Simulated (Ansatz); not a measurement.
# Ca: pressure and energy above lowest point against volume per atom

All results are calculated (Ansatz 0.2.0 development build). Equation of state of a cubic crystal from periodic Kohn-Sham density functional theory without spin; pressure corrected for the finite basis.

Cell of the first row (space group Fm-3m, No. 225):
```
Ca
1.0
      0.0000     2.6876     2.6876
      2.6876     0.0000     2.6876
      2.6876     2.6876     0.0000
Ca
1
Direct
  0.00000 0.00000 0.00000
```

Settings of every row: formula Ca; structure type fcc; functional r2SCAN; spin treatment none; k mesh 11x11x11; occupation method fermi-dirac; occupation width 0.1 eV; wave cutoff 500 eV; datasets soft-1 PAW; density cutoff ratio 4.

```csv
row,volume per atom (Å³),pressure (GPa),energy above lowest point (meV/atom)
1,38.826,2.248,27.91
2,40.092,?,?
3,41.358,0.823,4.12
4,42.624,0.233,0
5,43.89,-0.287,0.26
```

Question: what pressure and energy above lowest point should row 2 give?

Worked fit of pressure. Take u = (V_r/V)^(2/3) − 1 with V_r = 41.991 Å³ an atom, which is twice the finite (Eulerian) strain; such expansions in the strain, on which the Birch-Murnaghan equation of state is built, carry the rest volume and the bulk modulus. The shown rows have u = 0.05363, 0.01018, -0.00993, -0.02906. Least squares give pressure = 0.5188 + 29.317 × u + 54.56 × u² GPa; a straight line predicts inner rows, each left out in turn, worse (root mean square 0.057 against 0.0002 GPa). All shown rows lie on it to the printed digit. The pressure vanishes at u = -0.0183, or V = 43.17 Å³ an atom, and there the bulk modulus at fixed shape and fractions is B = −V dP/dV = (2/3)(1 + u) dP/du = 17.9 GPa. The withheld row has u = 0.03133, so the fit gives 0.5188 + 29.317 × (0.03133) + 54.56 × (0.03133)² = 1.491 GPa.

The calculation gave 1.491 GPa. The fit meets it to the printed digit.

Worked fit of energy above lowest point. Take u = (V_r/V)^(2/3) − 1 with V_r = 41.991 Å³ an atom, which is twice the finite (Eulerian) strain; such expansions in the strain, on which the Birch-Murnaghan equation of state is built, carry the rest volume and the bulk modulus. The shown rows have u = 0.05363, 0.01018, -0.00993, -0.02906. Least squares give energy above lowest point = 1.489 + 200.86 × u + 5442 × u² meV/atom; a straight line predicts inner rows, each left out in turn, worse (root mean square 5.6 against 0.064 meV/atom). The rows lie off it by 0.00, 0.02, -0.03, 0.01. Its lowest point lies at u = -0.0185, or V = 43.18 Å³ an atom, and the curvature there gives the bulk modulus at fixed shape and fractions, B = (4/9)(1 + u)² E″(u)/V = 17.3 GPa. The withheld row has u = 0.03133, so the fit gives 1.489 + 200.86 × (0.03133) + 5442 × (0.03133)² = 13.12 meV/atom.

The calculation gave 13.2 meV/atom. The fit lies 0.08 meV/atom (0.29 % of the column's range) below it; its largest miss of a shown row is 0.03 meV/atom.
